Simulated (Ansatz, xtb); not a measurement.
**Relative energy of two isomers of C5H6GeN2**

We compare X, `N#C[C]1=CC=[CH][Ge@@H]1[NH2]`, a singlet, with Y, `N#CC1=[CH][Ge@H]([NH2])[CH]=C1`, a singlet. Both are isolated molecules in the gas phase, relaxed with PBE-D3(BJ)/def2-SVP; the shapes shown needn't be the lowest conformers.

X (Å):

```xyz
14

C    -0.5859   -2.8620    2.2750
C    -0.5429   -1.5649    1.7198
C    -1.5581   -0.6455    1.7578
C    -1.3328    0.6614    1.1104
C    -0.1319    0.8866    0.5131
Ge    0.9751   -0.7256    0.7579
N    -0.5753   -3.9536    2.7189
N     1.4902   -1.7527   -0.6868
H    -2.5218   -0.8548    2.2508
H    -2.1444    1.4089    1.1348
H     0.1168    1.8341    0.0131
H     2.2389   -0.5007    1.6223
H     0.7375   -1.9082   -1.3674
H     2.3021   -1.3725   -1.1868
```

Y (Å):

```tsv
atom	x (Å)	y (Å)	z (Å)
C	-2.5314	-1.9724	1.9256
C	-1.3087	-1.3266	1.5435
C	-1.2487	-0.3492	0.5895
C	1.1061	-1.1063	1.8235
C	-0.0289	-1.7359	2.2101
Ge	0.6238	0.2223	0.4482
N	-3.5237	-2.5120	2.2484
N	1.2494	0.0609	-1.2877
H	-2.1383	0.0061	0.0520
H	0.8942	1.6871	0.8736
H	2.2273	0.3602	-1.3851
H	1.1808	-0.8993	-1.6462
H	2.0875	-1.3390	2.2613
H	-0.0706	-2.5244	2.9800
```

Energies in hartree; the thermal terms are from GFN2-xTB frequencies at re-optimised GFN2-xTB minima (ideal gas, soft modes damped towards free rotors, one conformer each, 298.15 K, 1 atm) and include the zero-point energy:

|  | X | Y |
| --- | --- | --- |
| E, CCSD(T)/def2-SVP | −2377.847977 | −2377.844625 |
| E, MP2/def2-SVP | −2377.761210 | −2377.757175 |
| E, MP2/def2-TZVPP | −2378.606066 | −2378.602009 |
| zero-point energy | 0.093093 | 0.093136 |
| H(298 K) − E | 0.103443 | 0.103377 |
| G(298 K) − E | 0.058446 | 0.058615 |

**Question.** Correct the CCSD(T) difference for the basis set by the MP2 change, then work out ΔE, ΔE₀, ΔH and ΔG for X → Y in kcal/mol (1 Eh = 627.51 kcal/mol) and the equilibrium ratio [Y]/[X].

**Answer.** 1. Differences Y − X: CCSD(T) +0.003352, MP2 in the small set +0.004035, MP2 in the large set +0.004057 Eh.
2. ΔE = +0.003352 + (+0.004057 − (+0.004035)) = +0.003374 Eh = +2.12 kcal/mol.
3. ΔE₀ = ΔE + ΔZPE = +0.003374 + (+0.000043) Eh = +2.14 kcal/mol.
4. ΔH = ΔE + (−0.000066) Eh = +2.08 kcal/mol.
5. ΔG = ΔE + (+0.000169) Eh = +2.22 kcal/mol, so ΔS = (ΔH − ΔG)/T = −2.1 J/(mol K).
6. kT = 0.9442 mEh, so K = [Y]/[X] = exp(−ΔG/kT) = exp(−3.75) ≈ 0.023.

Structure X is favoured at this temperature. An error of 1 kcal/mol in ΔG would change K by a factor of 5.4. Mirror images and further conformers aren't counted.

As drawn, both hold the same kinds of bond in the same numbers.

Other levels gave ΔE = +2.9 (GFN2-xTB); +1.3 (HF/STO-3G, GFN2-xTB geometries); +4.0 (r2SCAN-D4/def2-SVP, GFN2-xTB geometries); +4.0 (PBE-D3(BJ)/def2-SVP); +2.2 (HF/def2-SVP); +2.5 (MP2/def2-SVP); +2.1 (CCSD(T)/def2-SVP) kcal/mol. The correlated steps freeze 16 core orbitals; the filled d shell of Ge is correlated, in a basis made for valence electrons. Programs: Ansatz 0.2.0, xtb 6.7.1.

The 2-cyanogermole X lies modestly below its 3-cyano isomer Y, and the preference is almost entirely electronic, since the zero-point and thermal terms nearly cancel. With the bond types matched, what differs is the position of the nitrile on the ring. In X it sits at a terminus of the diene, on the carbon bound to germanium, so it is conjugated linearly with both C=C bonds; in Y it is cross-conjugated with the more distant one. Germanium is also more electropositive than carbon and leaves the adjacent ring carbon electron-rich, where a π-acceptor is probably most effective. An amino–nitrile hydrogen bond is not the cause, as the N–H hydrogens in X lie far from the cyano group.

Hartree–Fock already gives nearly the coupled-cluster difference in the same basis, so the ordering doesn't hinge on correlation; the larger gaps from the two semilocal functionals may reflect overstated π-delocalisation. The ratio describes equilibrium only: moving the nitrile around the ring requires bond reorganisation, whose barrier is not computed.
